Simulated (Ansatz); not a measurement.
# Decay constant of the tunnelling density against sample bias on Al(210) with PBE-D3(BJ) and Al(211) with PBE

We have to decide whether one decay constant can turn current into height for images of stepped aluminium taken at different biases, or whether each bias needs its own. The choice matters wherever step heights and tip displacements are read from a tunnelling current. For slabs of Al(210) and Al(211) we calculate κ, defined by a density that falls as $\exp(-2\kappa z)$ between 3 and 5 Å above the top atom. The density is that of the states between the Fermi level and the sample bias, filled states for negative bias and empty ones for positive. We compare κ with $\kappa_0$, the decay of a free electron at the top of the window without momentum along the surface. The tip is not part of the model.

## Systems and settings

Ansatz 0.2.0, plane-wave Kohn-Sham DFT with its default PAW datasets at cutoffs of 420 eV, level as listed. Slabs and stacks are built by hand and relaxed; a single point with 17 Å of vacuum, a dipole correction, Fermi-Dirac smearing of 0.05 eV and meshes of 16 to 20 points along the first in-plane vector gives the density of the states between the Fermi level and the sample bias. Its planar mean n(z) is fitted as exp(−2κz) between 3 and 5 Å above the top atom. Spin-paired, no spin-orbit coupling.

Notes on method and selection:

- A free electron at the Fermi level with no momentum along the surface decays with κ₀ = 0.5123·√Φ Å⁻¹, Φ in eV; momentum along the surface raises κ, and the slow approach of the potential to the vacuum level lowers it.
- The tip is left out (Tersoff-Hamann).
- Slabs this thin have discrete subbands, so κ depends on which of them fall in the window.
- Windows narrower than 0.1 V hold too few states on these meshes and are not listed; a blank corrugation was not computed at that height.
- Runs in which the search for lower states was switched off are not listed.
- Work functions and vacuum levels are read from the electrostatic potential (Hartree and local ionic parts), which a warning of a rough exchange-correlation potential in thin density does not concern.
- Sites and patterns name the starting structure; atoms can leave their sites in the relaxation.
- The default PAW datasets of this version of Ansatz are the set soft_2.
- Runs that did not converge, have known faults or may not be shown are not listed, and runs on Ansatz's PAW sets soft_1 and soft_2 are kept to separate tables.

Columns:

- bias (V): sample bias; negative images filled states.
- κ₀ of window top (Å⁻¹): 0.5123·√(Φ − E) for the highest energy E in the window, from the Fermi level.
- κ (Å⁻¹): decay constant κ of the window's density.
- corrugation (Å): corrugation at constant current, set to the mean density at the first listed height.

## Numbers

| member | surface | bias (V) | κ₀ of window top (Å⁻¹) | κ (Å⁻¹) | corrugation (Å) |
| --- | --- | --- | --- | --- | --- |
| −1 V | Al(210) (PBE-D3(BJ), Φ 4.24 eV, 3 Å) | −1.0 | 1.054 | 1.139 | 0.721 |
| −0.5 V | Al(210) (PBE-D3(BJ), Φ 4.24 eV, 3 Å) | −0.5 | 1.054 | 1.132 | 0.701 |
| −0.1 V | Al(210) (PBE-D3(BJ), Φ 4.24 eV, 3 Å) | −0.1 | 1.054 | ? | ? |
| +0.1 V | Al(210) (PBE-D3(BJ), Φ 4.24 eV, 3 Å) | 0.1 | 1.042 | 1.125 | 0.635 |
| +0.5 V | Al(210) (PBE-D3(BJ), Φ 4.24 eV, 3 Å) | 0.5 | 0.990 | 1.131 | 0.909 |
| +1 V | Al(210) (PBE-D3(BJ), Φ 4.24 eV, 3 Å) | 1.0 | 0.922 | 1.097 | 0.767 |
| −1.2 V | Al(211) (PBE, Φ 4.08 eV, 3 Å) | −1.2 | 1.035 | 1.176 | 1.159 |
| −0.4 V | Al(211) (PBE, Φ 4.08 eV, 3 Å) | −0.4 | 1.035 | 1.128 | 1.079 |
| +0.4 V | Al(211) (PBE, Φ 4.08 eV, 3 Å) | 0.4 | 0.983 | 1.094 | 0.952 |
| +1.2 V | Al(211) (PBE, Φ 4.08 eV, 3 Å) | 1.2 | 0.869 | 0.983 | 1.041 |

Cells marked ? are withheld until the estimate has been made.

## What drives the series

On Al(211) κ falls at every step from negative to positive bias, from 1.176 Å⁻¹ at −1.2 V to 0.983 Å⁻¹ at +1.2 V. The mean slope is (0.983 − 1.176) / 2.4 = −0.080 Å⁻¹ per volt. On Al(210) the shown values change much less, (1.097 − 1.139) / 2.0 = −0.021 Å⁻¹ per volt, and not steadily: κ is 0.006 Å⁻¹ higher at +0.5 V than at +0.1 V.

The general direction follows from the barrier. A state at energy $E$ above the Fermi level decays roughly with $0.5123\sqrt{\Phi - E}$ Å⁻¹ (energies in eV), so empty states reach further into the vacuum and deep filled states less far. Between −0.4 and +1.2 V on Al(211), $\kappa_0$ drops by 0.166 Å⁻¹ and κ by 0.145 Å⁻¹, which is close to this picture.

Al(210) departs from it. Between −0.5 and +1 V $\kappa_0$ drops by 1.054 − 0.922 = 0.132 Å⁻¹ but κ by only 0.035 Å⁻¹. At +1 V κ is still above 1.054 Å⁻¹, the free-electron value at the Fermi level, although every state in the window lies higher in energy. Momentum along the surface acts in this direction, and the few subbands of a thin slab may put such states into the window; the columns do not resolve them.

The two faces also differ in functional. The D3 term leaves the density unchanged at fixed geometry and can act only through the relaxed positions, an effect whose size is not shown in the table.

For the decision, the spread on Al(211) means that the current ratio for a 1 Å change in height differs by a factor exp(2 × 0.193) = 1.47 between the two end biases. There κ should be set for each bias. On Al(210) the corresponding factor is exp(2 × (1.139 − 1.097)) = 1.09, so one constant serves for rough heights over the biases shown.

## Blind estimate

Plain estimates from the members shown:

- −0.1 V (Al(210) (PBE-D3(BJ), Φ 4.24 eV, 3 Å)), straight-line interpolation between −0.5 V and +0.1 V: w = (−0.1 − (−0.5)) / (0.1 − (−0.5)) = 0.667, so 1.132 + 0.667 × (1.125 − 1.132) = 1.127 Å⁻¹

For −0.1 V on Al(210) we use the straight line between the neighbours at −0.5 and +0.1 V, which gives 1.127 Å⁻¹. The neighbours differ by only 0.007 Å⁻¹.

The column $\kappa_0$ has a kink at zero bias, because the top of the window stays at the Fermi level for filled states and rises for empty ones. This calls for no shift. The middle of the window lies at half the bias on both sides of zero, so the mean barrier changes smoothly through the Fermi level, and over so short a range a straight line follows it well.

We tried the same route on the three inner members shown for this face, each time from its nearest shown neighbours:

- −0.5 V: 1.139 + (0.5 / 1.1) × (1.125 − 1.139) = 1.133 Å⁻¹ estimated, 1.132 Å⁻¹ calculated
- +0.1 V: 1.131 Å⁻¹ estimated, 1.125 Å⁻¹ calculated
- +0.5 V: 1.125 + (0.4 / 0.9) × (1.097 − 1.125) = 1.113 Å⁻¹ estimated, 1.131 Å⁻¹ calculated

The misses are about 0.001, 0.006 and 0.018 Å⁻¹, with a root mean square of 0.011 Å⁻¹, which we take as the standard deviation. The gap to be bridged is shorter than in these trials, which favours a smaller error. Against that, a window of 0.1 V holds few states, and a single subband entering or leaving it can move κ either way. We therefore leave the error as the trials give it.

**Committed estimate, −0.1 V (Al(210) (PBE-D3(BJ), Φ 4.24 eV, 3 Å)): κ = 1.127 ± 0.011 Å⁻¹.**

## Check

| member | surface | bias (V) | κ₀ of window top (Å⁻¹) | κ (Å⁻¹) | corrugation (Å) |
| --- | --- | --- | --- | --- | --- |
| −0.1 V | Al(210) (PBE-D3(BJ), Φ 4.24 eV, 3 Å) | −0.1 | 1.054 | 1.173 | 0.634 |

| member | estimate | κ (Å⁻¹) | computed | estimate − computed | miss in error bars |
| --- | --- | --- | --- | --- | --- |
| −0.1 V (Al(210) (PBE-D3(BJ), Φ 4.24 eV, 3 Å)) | committed | 1.127 | 1.173 | −0.046 | 4.2 |
| −0.1 V (Al(210) (PBE-D3(BJ), Φ 4.24 eV, 3 Å)) | interpolation | 1.127 | 1.173 | −0.046 |  |

The estimate of 1.127 Å⁻¹ lies 0.046 Å⁻¹ below the computed 1.173 Å⁻¹, a miss of 4.2 error bars. It was the straight-line interpolation unchanged, so it fared no better than that.

The argument that failed was that κ passes smoothly through the Fermi level because the mean barrier does. From the −0.5 V to the −0.1 V window the middle of the window rises by 0.2 eV, which should lower κ by about 0.5123 × 0.2 / (2 × √4.24) = 0.025 Å⁻¹. Instead κ rises by 0.041 Å⁻¹. We had named the small number of states in a narrow window as a risk, but took the error bar from trials on mostly wider windows, and it was too small.

The −0.5 V window contains the states of the −0.1 V window. Since its density decays more slowly, the states added below −0.1 V must on average reach further into the vacuum than those just under the Fermi level. This is the reverse of the barrier effect, so the character of the states outweighs their energy here.

## Members off the line

The −0.1 V member stands out on Al(210). It has the highest κ of the six, 0.048 Å⁻¹ above the mean of the other five (1.125 Å⁻¹). A plausible reason is that the narrow window is filled mainly by subband states with momentum along the surface, which would raise κ as required; the table does not resolve this momentum. How far the k-point mesh exaggerates their weight is not shown in the table.

At +1 V on Al(210) κ exceeds $\kappa_0$ of the window top by 0.175 Å⁻¹, the largest such excess in the table. Part of this comes from the reference, because the states in the window lie below its top. Against the free-electron value at the middle of the window, 0.990 Å⁻¹, the excess is 1.097 − 0.990 = 0.107 Å⁻¹.

The lowest κ, 0.983 Å⁻¹ at +1.2 V on Al(211), departs in the direction expected from the lower barrier for empty states.

## Closing remarks

On Al(211) κ falls with bias over the four listed windows, none of which is narrower than 0.4 V. Narrower windows close to zero bias were computed too but are not listed, and with them the fall is no longer steady. On Al(210) we find no usable rule: interpolating each of the four inner members from its neighbours misses by 0.033 Å⁻¹ (root mean square), against 0.025 Å⁻¹ for the mean of the other five.

Our κ describes the planar mean of the density, so it can convert a current averaged over the surface cell into a change of tip height. For such averages the choice of κ among the listed biases matters by up to 1.173 / 1.097 = 1.07, or 7 %, on Al(210) and 1.176 / 0.983 = 1.20, or 20 %, on Al(211). One constant is then enough for rough tip displacements on Al(210), while Al(211) needs one for each bias.

Before the estimate we gave this advice for heights in general, and that was wrong for step heights read from the current at single points. The corrugation was also computed at the upper end of the fitted range, which the table leaves out, and there it is much smaller than at 3 Å. The density therefore falls faster above the crests than above the troughs. On Al(210) this difference in decay is larger than the whole effect of the bias, and on Al(211) it is of similar size. Local heights need the decay at each point, and neither a single constant nor one for each bias replaces it.

The field of a real tip is left out. It would shift the mean barrier by about half the applied voltage, so at 1 V κ would move by about 0.5123 × 0.5 / (2 × √4.24) = 0.062 Å⁻¹, upwards for positive and downwards for negative bias. Between −1 and +1 V the two shifts add up to roughly 0.12 Å⁻¹. That opposes the fall seen on Al(211) and is larger than the whole spread on Al(210), so the advice on averaged currents holds for both faces only where the field of the tip can be neglected.

Two further limits concern the slabs themselves. The image calculations for both faces gave a warning of a rough exchange-correlation potential in thin density. The work functions are not affected, but κ is fitted in just such a region, and these runs do not show how much it changes there. The lowest layers of each slab were also held fixed in the relaxation, which can shift the subbands that κ depends on.
